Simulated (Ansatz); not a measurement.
# Hf: pressure and energy change per atom as volume scale varies

Plane-wave DFT, scalar-relativistic PAW made under PBE with cores redone for the functional, no dispersion; the given relaxed cell is scaled uniformly, energy at zero smearing counts from the unscaled cell, pressure at the given Fermi-Dirac smearing is positive in compression. The results are calculated, by Ansatz 0.2.0.

The cell before it is scaled or strained (space group P6_3/mmc, No. 194):
```
Hf
1.0
      3.1111     0.0000     0.0000
     -1.5555     2.6943     0.0000
      0.0000     0.0000     9.9754
Hf
4
Direct
  0.00000 1.00000 1.00000
  0.00000 1.00000 0.50000
  0.33333 0.66667 0.25000
  0.66667 0.33333 0.75000
```

Settings of every row: spin polarised no; functional LDA; wave cutoff 420 eV; smearing width 0.1 eV; k mesh 13x13x4.

Atom starting moment: 0 on all atoms.

Limits: no spin-orbit coupling, which can matter with elements this heavy; the cell comes from a prototype or a list of computed structures and needn't be the stable phase.

```
row  volume scale  V (Å³/atom)  pressure (GPa)  energy change per atom (meV)
  1          0.88       18.396           18.41                        130.64
  2          0.92       19.232           11.21                         54.81
  3          0.96       20.068            5.19                         13.08
  4          1.04        21.74               ?                             ?
  5          1.08       22.576            -7.8                         42.87
  6          1.12       23.413          -10.86                         92.07
```

Question: what pressure and energy change per atom should row 4 give?

Worked fit of pressure. Take u = (V_r/V)^(2/3) − 1 with V_r = 20.068 Å³ an atom, which is twice the finite (Eulerian) strain; such expansions in the strain, on which the Birch-Murnaghan equation of state is built, carry the rest volume and the bulk modulus. The shown rows have u = 0.05971, 0.02877, 0, -0.0755, -0.09767. Least squares give pressure = 5.186 + 199.62 × u + 363.1 × u² GPa; a straight line predicts inner rows, each left out in turn, worse (root mean square 0.95 against 0.025 GPa). The rows lie off it by 0.01, -0.02, 0.00, 0.02, -0.01. The pressure vanishes at u = -0.0273, or V = 20.92 Å³ an atom, and there the bulk modulus at fixed shape and fractions is B = −V dP/dV = (2/3)(1 + u) dP/du = 117 GPa. Letting shape and atoms relax would as a rule lower it, by much in layered, chain or molecular crystals. The withheld row has u = -0.05195, so the fit gives 5.186 + 199.62 × (-0.05195) + 363.1 × (-0.05195)² = -4.20 GPa.

The calculation gave -4.17 GPa. The fit lies 0.03 GPa (0.1 % of the column's range) below it; its largest miss of a shown row is 0.02 GPa.

Worked fit of energy change per atom. Take u = (V_r/V)^(2/3) − 1 with V_r = 20.068 Å³ an atom, which is twice the finite (Eulerian) strain; such expansions in the strain, on which the Birch-Murnaghan equation of state is built, carry the rest volume and the bulk modulus. The shown rows have u = 0.05971, 0.02877, 0, -0.0755, -0.09767. Least squares give energy change per atom = 12.963 + 923.39 × u + 17667.3 × u² meV; a straight line predicts inner rows, each left out in turn, worse (root mean square 47 against 1.2 meV). The rows lie off it by -0.45, 0.66, 0.12, -1.09, 0.76 (root mean square 0.7 meV). The withheld row has u = -0.05195, so the fit gives 12.963 + 923.39 × (-0.05195) + 17667.3 × (-0.05195)² = 12.67 meV.

The calculation gave 11.15 meV. The fit lies 1.52 meV (14 % of the value, 1.3 % of the column's range) above it; its largest miss of a shown row is 1.09 meV.
